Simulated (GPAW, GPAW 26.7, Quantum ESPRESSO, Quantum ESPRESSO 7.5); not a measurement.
# Work function of clean Ta(100): the effects of surface relaxation and density functional

## What was measured

The reference is a work function of 4.1 eV for the clean (100) face of tantalum, tabulated in "Anisotropic work function of elemental crystals" (2019, arXiv:1902.07811) from earlier experiments. The method behind the value is not given with it, nor are temperature and surface preparation. This matters because the usual techniques do not observe quite the same thing: photoemission and contact-potential methods compare the Fermi level with the vacuum level outside the surface, whereas thermionic emission yields an effective value from a hot sample. Tantalum also binds oxygen and carbon strongly, so the cleanness of the face is a general concern in such measurements. The number is therefore used as a compiled reference for a single-crystal face, without any correction for method. The spacings of the outer layers are not compared here with experiment.

| compared with | measured | method |
| --- | --- | --- |
| work function of the clean Ta(100) face (eV) | 4.1 | compiled from earlier experiments; the method is not given with the … |

Conditions are those given with the value in the passage it was taken from; "not stated" means there, and the paper may say more elsewhere. The values are a selection: others may have been left out beforehand as unlike or outlying.

## Approach

The aim is to find the cheapest level, among those tried, that gives the work function of clean Ta(100) within 0.3 eV of the reference. That width is roughly the usual difference between LDA and PBE work functions, and it is small enough to expose a poor description of the surface dipole. A closer demand would ask much of a compiled value whose method is not known.

The model is an ideal 1×1 slab of bcc tantalum with 8 layers and 16 Å of vacuum, cut at a = 3.31 Å, a handbook constant rounded to two decimals. The work function is the vacuum level less the Fermi level. Thermal motion is left out; for a heavy metal its effect should be some hundredths of an eV, well inside the target.

The work starts with small atomic-orbital bases, goes on to plane waves on the same unrelaxed slab, and then lets the surface layers relax. Mesh, slab thickness and cutoff are to be tested at the level on which the verdict rests.

System: clean Ta(100) surface; bcc Ta, a = 3.31 A (handbook value rounded to two decimals); symmetric slab of 8 layers, 16 A of vacuum.

## 1. Two small atomic-orbital bases

PBE with a single-zeta polarised basis is a light starting point, and the double-zeta polarised basis on the same slab and 6×6 mesh shows how much the basis matters. The work function depends on the electron density that spills into the vacuum, which short-ranged atomic orbitals describe poorly. Too little spill-out weakens the surface dipole, so both values are expected to lie low, the smaller basis more so.

**Run 1.** GPAW 26.7: PBE, atomic-orbital basis szp, bulk-cut slab of 8 layers at the handbook lattice constant, 6x6 mesh.

Key lines of the input:
```
slab.calc = GPAW(mode='lcao', basis='szp(dzp)', h=0.2, xc='PBE', kpts={'size': (6, 6, 1), 'gamma': True},
                 occupations={'name': 'fermi-dirac', 'width': 0.1}, nbands='220%',
                 convergence={'density': 0.0001}, maxiter=150,
                 symmetry={'tolerance': 1e-3}, txt='slab.txt')
below, above = np.interp([low - 6.5, high + 6.5], z, v)
```

Command:
```
OMP_NUM_THREADS=1 OPENBLAS_NUM_THREADS=1 python run.py
```

Selected lines of the output:
```
potential 6.5 A off the faces, from the Fermi level: lower 3.9975 eV, upper 3.9991 eV
```

Converged; 12 min on 1 core of Arm Neoverse N1, shared host.

**Run 2.** GPAW 26.7: PBE, atomic-orbital basis dzp, bulk-cut slab of 8 layers at the handbook lattice constant, 6x6 mesh.

Key lines of the input, as changed from run 1:
```diff
- slab.calc = GPAW(mode='lcao', basis='szp(dzp)', h=0.2, xc='PBE', kpts={'size': (6, 6, 1), 'gamma': True},
+ slab.calc = GPAW(mode='lcao', basis='dzp', h=0.2, xc='PBE', kpts={'size': (6, 6, 1), 'gamma': True},
```

Selected lines of the output:
```
potential 6.5 A off the faces, from the Fermi level: lower 3.9782 eV, upper 3.9786 eV
```

Converged; wall time 21 min.

| quantity | run 1 | run 2 | measured |
| --- | --- | --- | --- |
| work function of the clean Ta(100) face (eV) | 3.999 | 3.979 | 4.1 |
| lattice constant a used for the slab (Å) | 3.310 | 3.310 |  |

Both bases already meet the target: 3.999 eV with the single-zeta basis and 3.979 eV with the double-zeta one, about 0.1 eV below the reference. The two faces of each slab agree to within 0.002 eV, so the vacuum level is well defined.

The larger basis does not raise the value as had been expected; it lowers it by 0.020 eV. This small change does not show that the basis is sufficient, because both sets consist of atom-centred functions and may share the same deficiency in the tail of the density outside the surface.

## 2. Plane waves on the same slab

Plane waves describe the vacuum region as well as the metal and so test the weakness that the two atomic-orbital bases have in common. PBE is kept, as is the unrelaxed 8-layer slab. One calculation stays in GPAW, with an 8×8 mesh; the other uses Quantum ESPRESSO with GBRV pseudopotentials and a 10×10 mesh, which gives an independent check on the treatment of the core. If the atomic orbitals do cut the density tail short, both values should come out higher than 3.979 eV.

**Run 3.** GPAW 26.7: PBE, plane waves 450 eV, bulk-cut slab of 8 layers at the handbook lattice constant, 8x8 mesh.

Key lines of the input:
```
slab.calc = GPAW(mode=PW(450), xc='PBE', kpts={'size': (8, 8, 1), 'gamma': True},
                 occupations={'name': 'fermi-dirac', 'width': 0.1}, nbands='220%',
                 convergence={'density': 1e-05}, maxiter=150,
                 symmetry={'tolerance': 1e-3}, txt='slab.txt')
below, above = np.interp([low - 6.5, high + 6.5], z, v)
```

Selected lines of the output:
```
potential 6.5 A off the faces, from the Fermi level: lower 3.9926 eV, upper 3.9926 eV
```

Converged; wall time 16 min.

**Run 4.** Quantum ESPRESSO 7.5: PBE, GBRV ultrasoft pseudopotentials, bulk-cut slab at the handbook lattice constant; 8 layers, 16 A vacuum, 10x10 mesh, cold smearing 0.02 Ry.

Key lines of the input:
```
&control
  calculation = 'scf'
/
&system
  ibrav = 0
  nat = 8
  ntyp = 1
  ecutwfc = 40
  ecutrho = 200
  occupations = 'smearing'
  smearing = 'mv'
  degauss = 0.02
/
&electrons
  conv_thr = 1e-07
  mixing_beta = 0.4
  electron_maxstep = 120
  mixing_mode = 'local-TF'
/
ATOMIC_SPECIES
  Ta  180.9479  ta_pbe_v1.uspp.F.UPF
CELL_PARAMETERS angstrom
  3.31000000000000 0.00000000000000 0.00000000000000
  0.00000000000000 3.31000000000000 0.00000000000000
  0.00000000000000 0.00000000000000 27.58500000000000
ATOMIC_POSITIONS crystal
  Ta  0.000000000000 0.000000000000 0.290012688100
  Ta  0.500000000000 0.500000000000 0.350009062900
  ... 2 more lines ...
  Ta  0.000000000000 0.000000000000 0.529998187400
  Ta  0.500000000000 0.500000000000 0.589994562300
  Ta  0.000000000000 0.000000000000 0.649990937100
  Ta  0.500000000000 0.500000000000 0.709987311900
K_POINTS automatic
  10 10 1 0 0 0
```

Command:
```
OMP_NUM_THREADS=1 mpirun -n 2 pw.x -nk 2 -in calc.in > calc.out
```

Selected lines of the output and, marked #, of the analysis:
```
# read off the planar mean of calc.pot.dat: phi_plus = 4.0073 eV
# read off the planar mean of calc.pot.dat: phi_minus = 4.0075 eV
```

Converged; 5.9 min on 2 cores of Arm Neoverse V1, shared host. Warnings: large negative density.

| quantity | run 3 | run 4 | measured |
| --- | --- | --- | --- |
| work function of the clean Ta(100) face (eV) | 3.993 | 4.007 | 4.1 |
| lattice constant a used for the slab (Å) | 3.310 | 3.310 |  |

The plane-wave values are 3.993 eV from GPAW and 4.007 eV from Quantum ESPRESSO. Both lie above the double-zeta result, as the argument about the density tail suggested, but by less than 0.03 eV, and the single-zeta value falls between them. On this unrelaxed slab the atomic-orbital bases therefore carry no error that matters for a target of 0.3 eV.

The two plane-wave calculations differ in core treatment, mesh and smearing, and still agree within 0.02 eV. The Quantum ESPRESSO run raised a notice of large negative density; the agreement with GPAW gives no sign that this disturbs the work function, and a higher cutoff will test the point further.

## 3. Mesh, thickness and cutoff

The Quantum ESPRESSO slab with PBE is taken as the level for the verdict, and three of its settings are now changed one at a time: the mesh to 16×16, the thickness to 12 layers, and the cutoffs to 1.4 times their usual values. Thickness and mesh are the likelier sources of a shift, since a thin metal slab has discrete subbands and its Fermi level depends on how they are sampled. Changes of some hundredths of an eV are expected, too small to endanger the agreement.

**Run 5.** Quantum ESPRESSO 7.5: PBE, GBRV ultrasoft pseudopotentials, bulk-cut slab, with 16x16 mesh (base case: bulk-cut slab at the handbook lattice constant; 8 layers, 16 A vacuum, 10x10 mesh, cold smearing 0.02 Ry).

Key lines of the input, as changed from run 4:
```diff
  K_POINTS automatic
-   10 10 1 0 0 0
+   16 16 1 0 0 0
```

Command:
```
OMP_NUM_THREADS=1 mpirun -n 8 pw.x -nk 8 -in calc.in > calc.out
```

Selected lines of the output and, marked #, of the analysis:
```
# read off the planar mean of calc.pot.dat: phi_plus = 4.0103 eV
```

Converged; 3.4 min on 8 cores of Arm Neoverse V1, shared host. Warnings: large negative density.

**Run 6.** Quantum ESPRESSO 7.5: PBE, GBRV ultrasoft pseudopotentials, bulk-cut slab, with 12 layers (base case: bulk-cut slab at the handbook lattice constant; 8 layers, 16 A vacuum, 10x10 mesh, cold smearing 0.02 Ry).

Key lines of the input:
```
&control
  calculation = 'scf'
/
&system
  ibrav = 0
  nat = 12
  ntyp = 1
  ecutwfc = 40
  ecutrho = 200
  occupations = 'smearing'
  smearing = 'mv'
  degauss = 0.02
/
&electrons
  conv_thr = 1e-07
  mixing_beta = 0.4
  electron_maxstep = 120
  mixing_mode = 'local-TF'
/
ATOMIC_SPECIES
  Ta  180.9479  ta_pbe_v1.uspp.F.UPF
CELL_PARAMETERS angstrom
  3.31000000000000 0.00000000000000 0.00000000000000
  0.00000000000000 3.31000000000000 0.00000000000000
  0.00000000000000 0.00000000000000 34.20500000000000
ATOMIC_POSITIONS crystal
  Ta  0.000000000000 0.000000000000 0.233883935100
  Ta  0.500000000000 0.500000000000 0.282268674200
  ... 6 more lines ...
  Ta  0.000000000000 0.000000000000 0.620961847700
  Ta  0.500000000000 0.500000000000 0.669346586800
  Ta  0.000000000000 0.000000000000 0.717731325800
  Ta  0.500000000000 0.500000000000 0.766116064900
K_POINTS automatic
  10 10 1 0 0 0
```

Command:
```
OMP_NUM_THREADS=1 mpirun -n 8 pw.x -nk 4 -in calc.in > calc.out
```

Selected lines of the output and, marked #, of the analysis:
```
# read off the planar mean of calc.pot.dat: phi_plus = 4.0110 eV
```

Converged; 2.6 min on 8 cores of Arm Neoverse V2, shared host. Warnings: large negative density.

**Run 7.** Quantum ESPRESSO 7.5: PBE, GBRV ultrasoft pseudopotentials, bulk-cut slab, with cutoffs 1.4 times the usual ones (base case: bulk-cut slab at the handbook lattice constant; 8 layers, 16 A vacuum, 10x10 mesh, cold smearing 0.02 Ry).

Key lines of the input, as changed from run 4:
```diff
  &system
-   ecutwfc = 40
-   ecutrho = 200
+   ecutwfc = 56
+   ecutrho = 280
```

Selected lines of the output and, marked #, of the analysis:
```
# read off the planar mean of calc.pot.dat: phi_plus = 4.0013 eV
```

Converged; 2.7 min on 8 cores of Arm Neoverse V1, shared host. Warnings: large negative density.

| quantity | run 5 | run 6 | run 7 | measured |
| --- | --- | --- | --- | --- |
| work function of the clean Ta(100) face (eV) | 4.010 | 4.011 | 4.001 | 4.1 |
| lattice constant a used for the slab (Å) | 3.310 | 3.310 | 3.310 |  |

None of the three changes moves the work function by more than 0.006 eV from the 4.007 eV of the base slab. The denser mesh and the thicker slab raise it slightly, the higher cutoffs lower it. The notice of large negative density remains at the higher cutoffs, but the value hardly responds to them. For the unrelaxed surface, the gap of about 0.1 eV to the reference is thus not a matter of these settings.

## 4. Relaxing the surface layers

The bulk-cut slab still lacks the relaxation of a real surface. The open (100) face of a bcc metal usually draws its first layer inward, by several per cent or more, and this changes the surface dipole. The ions move inward but the electrons follow them, so the sign of the net shift is not obvious; its size is expected to be around 0.1 eV.

One relaxation keeps the handbook lattice constant and isolates this effect. A second uses the lattice constant that PBE itself gives for the bulk, which removes the stress of an imposed cell from the layer spacings and shows whether the rounded handbook value matters. Relaxations cost several self-consistent steps each, which is justified here because an agreement reached only on an unrelaxed surface could be accidental.

**Run 8.** Quantum ESPRESSO 7.5: PBE, GBRV ultrasoft pseudopotentials, relaxed with the middle layers fixed at the handbook lattice constant; 8 layers, 16 A vacuum, 10x10 mesh, cold smearing 0.02 Ry.

Key lines of the input, as changed from run 4:
```diff
  &control
-   calculation = 'scf'
+   nstep = 40
+   forc_conv_thr = 0.001
+   calculation = 'relax'
+ &ions
+ /
  ATOMIC_POSITIONS crystal
-   Ta  0.000000000000 0.000000000000 0.529998187400
+   Ta  0.000000000000 0.000000000000 0.529998187400 0 0 0
```

Selected lines of the output and, marked #, of the analysis:
```
# read off the planar mean of calc.pot.dat: phi_plus = 3.7945 eV
# read off the planar mean of calc.pot.dat: phi_minus = 3.7947 eV
```

Converged; 39 min on 2 cores of Arm Neoverse V1, shared host. Warnings: large negative density.

**Run 9.** Quantum ESPRESSO 7.5: PBE, GBRV ultrasoft pseudopotentials, bulk cell relaxed first, slab built at that lattice constant and its relaxed with the middle layers fixed; 8 layers, 16 A vacuum, 10x10 mesh, cold smearing 0.02 Ry.

Key lines of the input:
```
&control
  nstep = 40
  forc_conv_thr = 0.001
  calculation = 'relax'
/
&system
  ibrav = 0
  nat = 8
  ntyp = 1
  ecutwfc = 40
  ecutrho = 200
  occupations = 'smearing'
  smearing = 'mv'
  degauss = 0.02
/
&electrons
  conv_thr = 1e-07
  mixing_beta = 0.4
  electron_maxstep = 120
  mixing_mode = 'local-TF'
/
&ions
/
ATOMIC_SPECIES
  Ta  180.9479  ta_pbe_v1.uspp.F.UPF
CELL_PARAMETERS angstrom
  3.31669681000000 0.00000000000000 0.00000000000000
  0.00000000000000 3.31669681000000 0.00000000000000
  0.00000000000000 0.00000000000000 27.60843883499499
ATOMIC_POSITIONS crystal
  Ta  0.000000000000 0.000000000000 0.289766474992
  Ta  0.500000000000 0.500000000000 0.349833196394
  ... 2 more lines ...
  Ta  0.000000000000 0.000000000000 0.530033360701 0 0 0
  Ta  0.500000000000 0.500000000000 0.590100082204
  Ta  0.000000000000 0.000000000000 0.650166803606
  Ta  0.500000000000 0.500000000000 0.710233525008
K_POINTS automatic
  10 10 1 0 0 0
# earlier step: pw.x, calculation = 'vc-relax', K_POINTS automatic 18 18 18 0 0 0, electron_maxstep = 120
```

Selected lines of the output and, marked #, of the analysis:
```
# read off the planar mean of calc.pot.dat: phi_plus = 3.7815 eV
# read off the planar mean of calc.pot.dat: phi_minus = 3.7817 eV
```

Converged; 13 min on 8 cores of Arm Neoverse V1, shared host. Warnings: large negative density.

| quantity | run 8 | run 9 | measured |
| --- | --- | --- | --- |
| work function of the clean Ta(100) face (eV) | 3.795 | 3.782 | 4.1 |
| change of the first interlayer spacing from the bulk spacing (%) | −12.12 | −12.66 |  |
| change of the second interlayer spacing from the bulk spacing (%) | 0.691 | 0.246 |  |
| lattice constant a used for the slab (Å) | 3.310 | 3.317 |  |

Relaxation draws the first layer inward by about 12 % of the bulk spacing and lowers the work function from 4.007 to 3.795 eV at the handbook lattice constant. The shift of 0.212 eV is about twice the size expected and far larger than any change from mesh, thickness or cutoff on the unrelaxed slab. Moving the ions inward beneath a fixed electron density would raise the work function. The fall therefore suggests that the rearrangement of the electrons more than offsets the motion of the ions.

The relaxed slab misses the target narrowly, lying 0.305 eV below the reference. With the PBE lattice constant the value is 3.782 eV, or 0.318 eV below. Both margins are too thin to rank the two cells on, and the first is no larger than the shifts found in the tests of the settings. Those tests were made on the bulk-cut slab and do not establish convergence for the relaxed one.

The closer agreement of the unrelaxed slabs thus depends on leaving out a real feature of the surface. Using PBE's own lattice constant changes the work function by only 0.013 eV, so neither the rounding of the handbook constant nor the stress it imposes accounts for the low value.

## All runs against the measurement

| run | settings | work function of the clean Ta(100) face (eV) | deviation | cost |
| --- | --- | --- | --- | --- |
| 1 | GPAW: PBE, atomic-orbital basis szp, bulk-cut slab of 8 layers at the handbook lattice constant, 6x6 mesh | 3.999 | −0.101 | 12 core-min |
| 2 | GPAW: PBE, atomic-orbital basis dzp, bulk-cut slab of 8 layers at the handbook lattice constant, 6x6 mesh | 3.979 | −0.121 | 21 core-min |
| 3 | GPAW: PBE, plane waves 450 eV, bulk-cut slab of 8 layers at the handbook lattice constant, 8x8 mesh | 3.993 | −0.107 | 16 core-min |
| 4 | Quantum ESPRESSO: PBE, GBRV ultrasoft pseudopotentials, bulk-cut slab at the handbook lattice constant, 8 layers, 16 A vacuum, 10x10 mesh, cold smearing 0.02 Ry | 4.007 | −0.093 | 12 core-min |
| 5 | Quantum ESPRESSO: PBE, GBRV ultrasoft pseudopotentials, bulk-cut slab | 4.010 | −0.090 | 27 core-min |
| 6 | Quantum ESPRESSO: PBE, GBRV ultrasoft pseudopotentials, bulk-cut slab | 4.011 | −0.089 | 21 core-min |
| 7 | Quantum ESPRESSO: PBE, GBRV ultrasoft pseudopotentials, bulk-cut slab | 4.001 | −0.099 | 22 core-min |
| 8 | Quantum ESPRESSO: PBE, GBRV ultrasoft pseudopotentials, 8 layers, 16 A vacuum, 10x10 mesh, cold smearing 0.02 Ry | 3.795 | −0.305 | 78 core-min |
| 9 | Quantum ESPRESSO: PBE, GBRV ultrasoft pseudopotentials, bulk cell relaxed first, 8 layers, 16 A vacuum, 10x10 mesh, cold smearing 0.02 Ry | 3.782 | −0.318 | 1.7 core-h |
|  | measured | 4.1 |  |  |

Further runs on the same system, made beside this series (convergence steps with loose settings among them):

| further | settings | work function of the clean Ta(100) face (eV) | deviation | cost | status |
| --- | --- | --- | --- | --- | --- |
| F1 | Quantum ESPRESSO: vdW-DF-cx, GBRV ultrasoft pseudopotentials, single point on the PBE-relaxed geometry (files made for PBE) | 3.976 | −0.124 | 13 core-min | warnings: large negative density |
| F2 | Quantum ESPRESSO: rev-vdW-DF2, GBRV ultrasoft pseudopotentials, single point on the PBE-relaxed geometry (files made for PBE) | 4.064 | −0.036 | 12 core-min | warnings: large negative density |
| F3 | Quantum ESPRESSO: PBEsol, GBRV ultrasoft pseudopotentials, bulk cell relaxed first, 8 layers, 16 A vacuum, 10x10 mesh, cold smearing 0.02 Ry | 3.884 | −0.216 | 1.5 core-h | warnings: large negative density |
| F4 | Quantum ESPRESSO: PBEsol, GBRV ultrasoft pseudopotentials, single point on the PBE-relaxed geometry | 3.875 | −0.225 | 12 core-min | warnings: large negative density |
| F5 | Quantum ESPRESSO: LDA, GBRV ultrasoft pseudopotentials, single point on the PBE-relaxed geometry | 4.046 | −0.054 | 10 core-min | warnings: large negative density |
| F6 | Quantum ESPRESSO: LDA, GBRV ultrasoft pseudopotentials, bulk-cut slab of 4 layers, 6x6 mesh, cutoffs at 0.7 of the usual ones | 4.195 | +0.095 | 70 core-s | warnings: large negative density |
| F7 | Quantum ESPRESSO: PBE, SSSP efficiency pseudopotentials, bulk-cut slab, for this element the set holds the GBRV file | 4.000 | −0.100 | 16 core-min | warnings: large negative density |
| F8 | Quantum ESPRESSO: PBE, GBRV ultrasoft pseudopotentials, bulk-cut slab, with 4 layers (base case: bulk-cut slab at the handbook lattice constant; 8 layers, 16 A vacuum, 10x10 mesh, cold smearing 0.02 Ry) | 4.000 | −0.100 | 4.2 core-min | warnings: large negative density |
| F9 | Quantum ESPRESSO: PBE, GBRV ultrasoft pseudopotentials, bulk-cut slab, with 6x6 mesh (base case: bulk-cut slab at the handbook lattice constant; 8 layers, 16 A vacuum, 10x10 mesh, cold smearing 0.02 Ry) | 4.015 | −0.085 | 5.8 core-min | warnings: large negative density |
|  | measured | 4.1 |  |  |  |

## Conclusion

The relaxed PBE slab, the more realistic surface model of this series, narrowly misses the target of 0.3 eV. It gives 3.795 eV, 0.305 eV below the reference, for 78 core-min; with PBE's own lattice constant the deviation is −0.318 eV. Measured values for one face commonly scatter by 0.1 to 0.2 eV, so another equally good measurement could reverse this call.

The unrelaxed PBE slabs lie within about 0.1 eV of the reference, some for a few core-minutes, but this agreement appears to rest on two errors that offset each other: leaving out the relaxation raises the value by 0.212 eV, which hides most of PBE's low result. Relaxation was the decisive step. The larger atomic-orbital basis added little, and the tests of mesh, thickness and cutoff ruled out large errors only for the unrelaxed surface.

The functional is the likeliest main cause of the miss. On a PBE-relaxed geometry LDA gives 4.046 eV, roughly a quarter of an eV more than PBE, for 10 core-min beyond the relaxation. PBEsol, relaxed in its own cell, gives 3.884 eV for 1.5 core-h. Both meet the target with relaxation included, though this doesn't show that either is generally the better functional for work functions. Steps on a real surface usually lower the work function, so allowing for them would widen the miss; adsorbed oxygen would usually act the other way.

Convergence of the relaxed slab with mesh, thickness and cutoff is not shown in this report, and the compiled reference, whose method is not given with it, cannot decide between the functionals.

[Logs are printed without paths, hosts, clocks, repeated set-up lines and the standing remarks that a program may print on its own settings, such as how far it seeks lower states.]

[The runs shown are a pick from a larger set of finished runs; failed, doubtful and other runs were left out of it ahead of writing. So were measured values far from every level or from commonly accepted values, and agreement can look better than it is. Lines of input and output are excerpts and may be shortened.]
